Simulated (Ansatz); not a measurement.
**Strength of the Ga–O bond: GaH(CH3)2(OH2) → GaH(CH3)2 + H2O**

Species: GaH(CH3)2(OH2), singlet; GaH(CH3)2, singlet; H2O (water) `O`, singlet. 

Shapes, held fixed at every level: PBE0-D4/def2-TZVP. Flexible molecules stand in one conformer, not always the lowest. Programs: Ansatz 0.2.0. Electronic energies: no zero-point or thermal term.

Task: Estimate ΔE of this reaction.

Result: The highest level, CCSD(T)/def2-TZVPP, gives ΔE = +57.2 kJ/mol; the levels span +52.6 to +74.5. Both fragments are taken as closed shells, so no electrons are unpaired. The column of differences is taken from that level and isn't an error. No measured value is set beside it here. Relativity is left out for Ga. Outer-core shells of Ga are correlated in most correlated rows, in sets that cover them unevenly.

| level | kind | ΔE (kJ/mol) | less CCSD(T)/def2-TZVPP |
| --- | --- | --- | --- |
| HF/def2-SVP | Hartree–Fock | +54.0 | -3.2 |
| SPW92/def2-TZVPP | LDA | +73.9 | +16.7 |
| PBE-D4/def2-TZVPP | GGA | +52.6 | -4.6 |
| r2SCAN0-D4/def2-TZVPP | global hybrid | +59.0 | +1.8 |
| MP2/def2-SVP | perturbation theory | +74.5 | +17.3 |
| MP2/def2-TZVPP | perturbation theory | +57.3 | +0.1 |
| CCSD/def2-SVP | coupled cluster or CI | +70.8 | +13.6 |
| CCSD(T)/def2-TZVPP | coupled cluster or CI | +57.2 | 0.0 |

Removing water from the gallium centre costs +57.2 kJ/mol at the highest level, which fits a moderately strong dative bond rather than a shared-electron Ga–O bond. Water donates an oxygen lone pair into the largely empty 4p orbital of trivalent gallium, and the pair returns to oxygen on dissociation. Electron release from the methyl groups tempers the Lewis acidity, and part of the bond energy is spent bending the planar acceptor towards a pyramid.

MP2 and CCSD(T) nearly coincide in the triple-zeta basis, so correlation beyond second order has little net effect here. MP2 drops markedly from the smaller basis to the larger, probably because basis-set superposition overbinds the adduct in the former. The apparently good Hartree–Fock value therefore likely owes much to that error offsetting missing correlation. The high LDA value matches that functional's usual overbinding.

The energy doesn't show whether the adduct would persist, since Ga–H and Ga–C bonds can be protonolysed by coordinated water, releasing hydrogen or methane.
